Cobalt trifluoride, as one flat molecule with four unpaired electrons, makes a compact test of what a hybrid functional does to orbital energies. The nuclei stay fixed and only the share of exact exchange mixed into the PBE functional changes. The HOMO is the highest occupied level of either spin, the LUMO the lowest empty one, and the gap is their difference.

Unrestricted Kohn–Sham calculations with Ansatz 0.2.0 for an isolated, neutral CoF3 molecule with spin multiplicity 5, using PBE with a varied share of exact exchange and the def2-TZVP basis. The geometry is fixed at the PBE0-D4/def2-TZVP structure. HOMO and LUMO are taken over both spins, and spin squared is in ħ².

| exact exchange (%) | homo (eV) | lumo (eV) | homo lumo gap (eV) | spin squared |
| --- | --- | --- | --- | --- |
| 0 | -8.126 | -6.900 | 1.226 | 6.008 |
| 5 | -8.759 | -6.633 | 2.126 | 6.009 |
| 10 | -9.398 | -6.355 | 3.043 | 6.010 |
| 15 | -10.036 | -6.065 | 3.971 | 6.011 |
| 25 | -11.187 | -5.448 | 5.739 | 6.012 |
| 35 | -12.236 | -4.783 | 7.453 | 6.014 |
| 50 | -13.557 | -3.708 | 9.849 | 6.015 |

**1. Which level moves more, and what becomes of the gap?**

The HOMO moves more, at every step. Between 0 and 50 % it falls by 5.43 eV while the LUMO rises by 3.19 eV, so the occupied side supplies a little under two thirds of the widening. The gap ends up eight times as large as it began. No change of shape is involved, since the nuclei are fixed, and hardly any change of spin: spin squared stays within 0.015 of 6, the value for a pure quintet.

**2. Why does one setting push the two levels apart?**

An electron should not repel itself, yet the classical repulsion between charge clouds includes such a term. Exact exchange cancels it fully for an occupied orbital, but the exchange of PBE cancels it only in part. Occupied levels therefore lie too high in PBE, and most of all those of compact orbitals, whose self-repulsion is strong.

An empty orbital has no self-repulsion to cancel. In PBE it nevertheless feels the same attractive exchange potential as the occupied orbitals of its spin, and so it lies too low. Exact exchange attracts it less, and the level rises. This is standard theory, and it gives a rough rule for other cases: among occupied levels, or among empty ones, that of a more compact orbital usually responds more strongly to the share.

**3. Does this molecule show that rule at work?**

It appears to, within one spin direction. Cobalt(III) has six d electrons: five of the majority spin and one of the minority spin. The calculated minority levels fit this count, with four low-lying empty levels above a single occupied one, which is the HOMO at small shares. Its d character is inferred from this pattern.

The next occupied minority level, probably more spread over the fluorine atoms, serves as a comparison. From 0 to 10 % exact exchange it falls by 0.70 eV, the HOMO by 1.27 eV. The compact level thus responds almost twice as strongly.

This also tells what the small PBE gap means. The occupied and the empty minority d orbitals feel the same potential there, so the 1.23 eV between them can be read, as a first approximation, as a splitting of the d shell by the fluorine neighbours. The uneven charge of the d shell itself also has a part in it. As the share of exact exchange rises, a growing part of the cost of placing a second minority electron in that shell is added to it.

**4. Is the gap linear in the share?**

Nearly, and the simplest model says why. Let $a$ be the share of exact exchange, written as a fraction. If the orbitals did not change with $a$, each level would follow

$$\varepsilon(a)=\varepsilon(0)+a\left(\langle v_x^{\rm exact}\rangle-\langle v_x^{\rm PBE}\rangle\right),$$

where the brackets are the average exchange potentials felt by an electron in that orbital. The bracketed difference is negative for the HOMO and positive for the LUMO, and each level runs along a straight line.

The gap keeps close to this picture: it widens by 160 to 186 meV per percentage point throughout. The levels themselves keep to it less well. From the first step to the last, the fall of the HOMO slows by about a third, while the rise of the LUMO quickens by about a third. The two bends partly cancel in the difference, so a nearly straight gap is no proof that the levels are straight. Some bending is expected because the orbitals readjust to each new potential, but the HOMO has a further reason.

**5. Is the HOMO the same orbital in every row?**

Probably not. At 0 % a pair of majority-spin levels lies 0.19 eV below the minority-spin HOMO, and at 10 % only 0.11 eV below. The minority level is falling faster, so the order should eventually reverse.

A short estimate shows where. Between 10 and 15 % the HOMO falls by 0.1276 eV per percentage point, almost exactly as in the two steps before. Ten more points at that rate would bring it from −10.036 eV to

$$-10.036-10\times0.1276\approx-11.31\ \text{eV}.$$

The calculated HOMO at 25 %, which was not used in this estimate, lies 0.13 eV higher. Something else has become the highest occupied level, or the minority level has suddenly changed its pace.

The majority pair is the natural candidate. A parabola through its values at 0, 5 and 10 % reaches −11.19 eV at 25 %, which agrees with the table. That is a long reach from three points, so the swap is likely rather than established. At still larger shares a second swap is possible: the next minority level of question 3 falls more slowly than the majority pair and may end up above it. The printed output after the text continues both levels by parabolas, which for the minority level gives the same −11.31 eV as the straight line, and lists the slope of every step.

**6. Which digits can be trusted?**

The third decimal is useful for comparing rows, because they differ in one setting only. It is no measure of how well the molecule is known. Around 25 %, a change of a single percentage point in the share moves the gap by about 0.17 eV, so even the first decimal depends on a choice made by the user. The state is a further condition: it is stable against small changes of its orbitals, but another quintet might lie lower and have other levels.

Nor should the gap be compared with an absorption spectrum. With a sizeable share of exact exchange it comes closer to the cost of removing an electron and adding one elsewhere, without the attraction between the excited electron and the hole it leaves. A transition within the d shell can therefore lie far below the gap of a hybrid functional.

**7. Which share should one use?**

A large gap is no argument for a large share. With the exact functional, the HOMO energy with its sign reversed equals the ionization energy, and this offers a test for each share:

$$-\varepsilon_{\rm HOMO}(a)=E_{\rm cation}(a)-E_{\rm neutral}(a),$$

with both total energies taken at the geometry of the neutral molecule. The left side runs from 8.1 to 13.6 eV across the table. The right side, a difference of total energies, usually changes much less with the share, so the condition can discriminate sharply.

The probable swap makes the spin of the cation part of the test. Taking away a minority electron leaves an excess of five majority electrons, a sextet; taking away a majority electron leaves an excess of three, which is set up as a quartet. Before tuning the share, check the spin and the shape of the HOMO at each value, and calculate the cation that matches both. Otherwise the two sides of the equation describe the loss of different electrons.

Output of the analysis:

```
Change since the row above in meV per percentage point of exact exchange:
  row    HOMO   LUMO    gap
    5  -126.6   53.4    180
   10  -127.8   55.6  183.4
   15  -127.6     58  185.6
   25  -115.1   61.7  176.8
   35  -104.9   66.5  171.4
   50  -88.07  71.67  159.7
Fall of the HOMO from 0 to 50 % (eV): 5.431
Rise of the LUMO from 0 to 50 % (eV): 3.192
Widening of the gap from 0 to 50 % (eV): 8.623
Part of the widening that comes from the HOMO (%): 62.98
Gap at 50 % divided by gap at 0 %: 8.033
Smallest excess of spin squared over 6: 0.008
Largest excess of spin squared over 6: 0.015
Top majority level below the HOMO at 0 % (eV): 0.1867
Top majority level below the HOMO at 5 % (eV): 0.1582
Top majority level below the HOMO at 10 % (eV): 0.1096
Majority level continued from 0 5 10 % to 25 % (eV): -11.19
Minority HOMO continued from 5 10 15 % to 25 % (eV): -11.31
HOMO in the table at 25 % (eV): -11.19
Next occupied minority level below the HOMO at 0 % (eV): 1.689
Fall of that next minority level from 0 to 10 % (eV): 0.7024
Fall of the HOMO from 0 to 10 % (eV): 1.272
Second empty minority pair above the LUMO at 0 % (eV): 0.9332
Second empty minority pair above the LUMO at 35 % (eV): 0.339
```
